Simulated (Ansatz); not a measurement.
# Z2 indices of CdTe, calculated with Ansatz

Space group F-43m (No. 216), 2 atoms in the cell of the first input below: a = 4.533 Å, b = 4.533 Å, c = 4.533 Å, α = 60.00°, β = 60.00°, γ = 60.00°.

The cell was built from a prototype of a structure type listed for this compound, at its measured volume, taken without relaxation (pressure 4.2 GPa with this functional, without spin–orbit coupling). Functional: PBE.

Input:

```yaml
crystal:
  lattice:
    - [0.0, 3.2049986979, 3.2049986979]
    - [3.2049986979, 0.0, 3.2049986979]
    - [3.2049986979, 3.2049986979, 0.0]
  atoms:
    - { symbol: Cd, position: [0.0, 0.0, 0.0] }
    - { symbol: Te, position: [0.25, 0.25, 0.25] }
basis:
  ecutwfc: 420
  ecutrho_ratio: 4
kpoints:
  mp_grid: { grid: [6, 6, 6] }
hamiltonian:
  xc: pbe
scf:
  occupations: { method: gaussian, width: 0.05 }
output:
  forces: true
  stress: true
  eigenvalues: true
  populations: true
  topological_invariants: true
magnetization:
  noncollinear: true
  spin_orbit: true
```

```bash
ansatz run input.yaml --threads 4 --pin off --max-ram 9216MiB --backend cpu --events-out ev --progress --plain --runs-dir out
```

Time: 37 s on 4 threads of Intel(R) Xeon(R) Platinum 8488C (Sapphire Rapids), with other jobs on the host, peak memory 0.88 GiB.

Without spin–orbit coupling the gap on a 10×10×10 mesh is 0.87 eV. With it, in a separate run (self-consistent on 8×8×8, bands on 14×14×14), a gap of 0.60 eV parts the filled from the empty bands (a gap on a mesh is an upper bound, as the edges may lie between its points, so gaps on unlike meshes don't measure the coupling's effect alone). The indices are those of the lowest 36 bands, and their direct separation from the next band is open. They come from Wilson loops on the time-reversal planes.

The cell is scaled in volume by 0.96 and 1.05 with the atoms carried along. Do the indices change?

No.

```
volume ratio  pressure with spin–orbit coupling (GPa)  smallest direct separation sampled (eV)            at k  separation       Z2
        0.96                                      6.7                                    0.724  0.00 0.00 0.00        open  (0;000)
        1.00                                      4.3                                    0.601  0.00 0.00 0.00        open  (0;000)
        1.05                                      1.9                                    0.455  0.00 0.00 0.00        open  (0;000)
```

Caveats: Kohn–Sham gaps are too small; Z2 indices don't see topology that rests on crystal symmetry, and an even number of inversions cancels; the cell shown stands at 4.3 GPa, so it isn't this functional's equilibrium.

CdTe comes out as a topologically trivial insulator in the strong Z2 sense and in all three weak indices, at each volume sampled. The smallest direct separation stays at the zone centre and falls steadily on expansion, from 0.724 to 0.455 eV. This fits the usual zinc-blende band order, in which the conduction minimum is an antibonding cation–anion s state and the valence top is mainly Te p. Stretching the bonds weakens the s–s repulsion and lowers the conduction edge relative to the valence top. Spin–orbit coupling also works towards closure, since it pushes the upper p multiplet upwards, but here it isn't enough to invert the order. In HgTe, the stronger relativistic lowering of the cation s level does invert it.

Expansion is therefore the direction in which an inversion would be approached. The pressure is still positive at the largest volume, so the functional's own equilibrium lies outside the tested range, although the trend suggests that the gap would probably remain open there.
